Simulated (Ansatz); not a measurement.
# Ligand exchange: C2H7BO + C4H10S → C2H7BS + C4H10O

Species: C2H7BO `CCBO`, singlet; C4H10S `CC(C)CS`, singlet; C2H7BS `CCBS`, singlet; C4H10O (2-methyl-1-propanol) `CC(C)CO`, singlet. The partners trade OH for SH: B–OH and C–SH bonds give way to B–SH and C–OH.

Shapes, held fixed at every level: PBE0-D4/def2-TZVP. Flexible molecules stand in one conformer, not always the lowest. Programs: Ansatz 0.2.0. Electronic energies: no zero-point or thermal term.

```json
{"level": "HF/def2-TZVPP", "kind": "Hartree–Fock", "ΔE (kJ/mol)": "+77.7", "less CCSD(T)/CBS estimate": "-1.2", "CPU time (sum over the molecules)": "–"}
{"level": "B3LYP-D4/def2-TZVPP", "kind": "global hybrid", "ΔE (kJ/mol)": "+76.3", "less CCSD(T)/CBS estimate": "-2.6", "CPU time (sum over the molecules)": "67 s"}
{"level": "wB97M-V/def2-TZVPP", "kind": "range-separated hybrid", "ΔE (kJ/mol)": "+78.0", "less CCSD(T)/CBS estimate": "-0.9", "CPU time (sum over the molecules)": "2.1 min"}
{"level": "wB97X-V/def2-TZVPP", "kind": "range-separated hybrid", "ΔE (kJ/mol)": "+74.9", "less CCSD(T)/CBS estimate": "-4.0", "CPU time (sum over the molecules)": "95 s"}
{"level": "B2PLYP/def2-TZVPP", "kind": "double hybrid", "ΔE (kJ/mol)": "+77.2", "less CCSD(T)/CBS estimate": "-1.7", "CPU time (sum over the molecules)": "79 s"}
{"level": "CCSD(T)/def2-TZVPP", "kind": "coupled cluster or CI", "ΔE (kJ/mol)": "+76.3", "less CCSD(T)/CBS estimate": "-2.6", "CPU time (sum over the molecules)": "28 min"}
{"level": "CCSD(T)/CBS estimate", "kind": "coupled cluster or CI", "ΔE (kJ/mol)": "+78.9", "less CCSD(T)/CBS estimate": "0.0", "CPU time (sum over the molecules)": "33 min"}
```

The highest level, CCSD(T)/CBS estimate, gives ΔE = +78.9 kJ/mol; the levels span +74.9 to +78.9. The column of differences is taken from that level and isn't an error. No measured value is set beside it here. The CBS estimate extrapolates MP2 from def2-TZVPP and def2-QZVPP and adds CCSD(T) − MP2 in the triple-zeta set, cores frozen. Times are processor times on shared x86 and Arm servers, and rough.

The exchange is clearly uphill at every level, +78.9 kJ/mol at the highest: boron keeps the hydroxyl group and leaves the thiol on carbon. Both B–O and C–O bonds gain from oxygen's electronegativity, but boron gains more. It is the more electropositive partner, and its formally empty 2p orbital accepts π density from an oxygen lone pair. Sulfur's more diffuse 3p lone pair overlaps less well with that orbital, and the B–S bond is less polar, while the saturated carbon has no comparable acceptor orbital in either compound.

Hartree–Fock already gives nearly the full energy, which suggests that correlation contributions largely cancel because the number of bonds of each broad type is conserved. The coupled-cluster value itself moves from +76.3 to +78.9 on going to the basis-set limit, a shift comparable to the spread among the methods. The preference is therefore secure, but a ranking of the functionals by their closeness to the highest level is not. The total energies also cannot separate the π donation from the polarity of the σ bond.
